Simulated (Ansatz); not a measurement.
# Co: energy above lowest point and pressure against volume scale

Results calculated with Ansatz 0.2.0, not measured. Free energy against uniform scaling of the volume at fixed shape and fractions; periodic cell, basis, potentials, k mesh and filling as listed.

The cell before it is scaled or strained (space group P6_3/mmc, No. 194):
```
cell vectors (Å)
   2.5074     0.0000     0.0000
  -1.2537     2.1715     0.0000
   0.0000     0.0000     4.0699
atoms (fractions of the cell vectors)
Co  0.33333  0.66667  0.25000
Co  0.66667  0.33333  0.75000
```

Settings of every row: functional PBE; dispersion none; potentials PAW; wave cutoff 571.44 eV; density cutoff 2285.8 eV; k mesh 13x13x7; k shift 0x0x0; occupations gaussian; smearing width 0.1 eV; spin collinear.

Limits: coarse k mesh, up to 40 meV an atom off.

```
row  volume scale  V (Å³/atom)  energy above lowest point (meV/atom)  pressure (GPa)
  1           0.9        9.972                                    57           22.47
  2         0.925       10.249                                  25.4           14.27
  3          0.95       10.526                                     7             7.2
  4         0.975       10.803                                     0            1.08
  5             1        11.08                                   2.9           -4.27
  6         1.025       11.357                                     ?               ?
  7          1.05       11.634                                  33.3          -12.86
  8         1.075       11.911                                  58.5          -16.21
  9           1.1       12.188                                    89           -19.1
```

Question: what energy above lowest point and pressure should row 6 give?

Worked fit of energy above lowest point. Take u = (V_r/V)^(2/3) − 1 with V_r = 10.942 Å³ an atom, which is twice the finite (Eulerian) strain; such expansions in the strain, on which the Birch-Murnaghan equation of state is built, carry the rest volume and the bulk modulus. The shown rows have u = 0.06384, 0.04458, 0.02618, 0.00856, -0.00832, -0.04006, -0.055, -0.06937. Least squares give energy above lowest point = 0.36 − 178.9 × u + 16297 × u² + 6427 × u³ meV/atom; a parabola predicts inner rows, each left out in turn, worse (root mean square 0.44 against 0.083 meV/atom). The rows lie off it by 0.0, 0.1, 0.0, 0.0, -0.1, 0.0, 0.1, 0.0. Its lowest point lies at u = 0.0055, or V = 10.85 Å³ an atom, and the curvature there gives the bulk modulus at fixed shape and fractions, B = (4/9)(1 + u)² E″(u)/V = 218 GPa. Letting shape and atoms relax would as a rule lower it, by much in layered, chain or molecular crystals. The withheld row has u = -0.02451, so the fit gives 0.36 − 178.9 × (-0.02451) + 16297 × (-0.02451)² + 6427 × (-0.02451)³ = 14.4 meV/atom.

The calculation gave 14.3 meV/atom. The fit lies 0.1 meV/atom (0.11 % of the column's range) above it, one unit of the last digit.

Worked fit of pressure. Take u = (V_r/V)^(2/3) − 1 with V_r = 10.942 Å³ an atom, which is twice the finite (Eulerian) strain; such expansions in the strain, on which the Birch-Murnaghan equation of state is built, carry the rest volume and the bulk modulus. The shown rows have u = 0.06384, 0.04458, 0.02618, 0.00856, -0.00832, -0.04006, -0.055, -0.06937. Least squares give pressure = −1.72 + 316.84 × u + 962 × u² GPa; a straight line predicts inner rows, each left out in turn, worse (root mean square 1.4 against 0.039 GPa). The rows lie off it by 0.04, -0.05, -0.03, 0.02, 0.02, 0.01, 0.03, -0.03 (root mean square 0.031 GPa). The pressure vanishes at u = 0.0053, or V = 10.85 Å³ an atom, and there the bulk modulus at fixed shape and fractions is B = −V dP/dV = (2/3)(1 + u) dP/du = 219 GPa. Letting shape and atoms relax would as a rule lower it, by much in layered, chain or molecular crystals. The withheld row has u = -0.02451, so the fit gives −1.72 + 316.84 × (-0.02451) + 962 × (-0.02451)² = -8.91 GPa.

The calculation gave -8.91 GPa. The fit meets it to the printed digit.
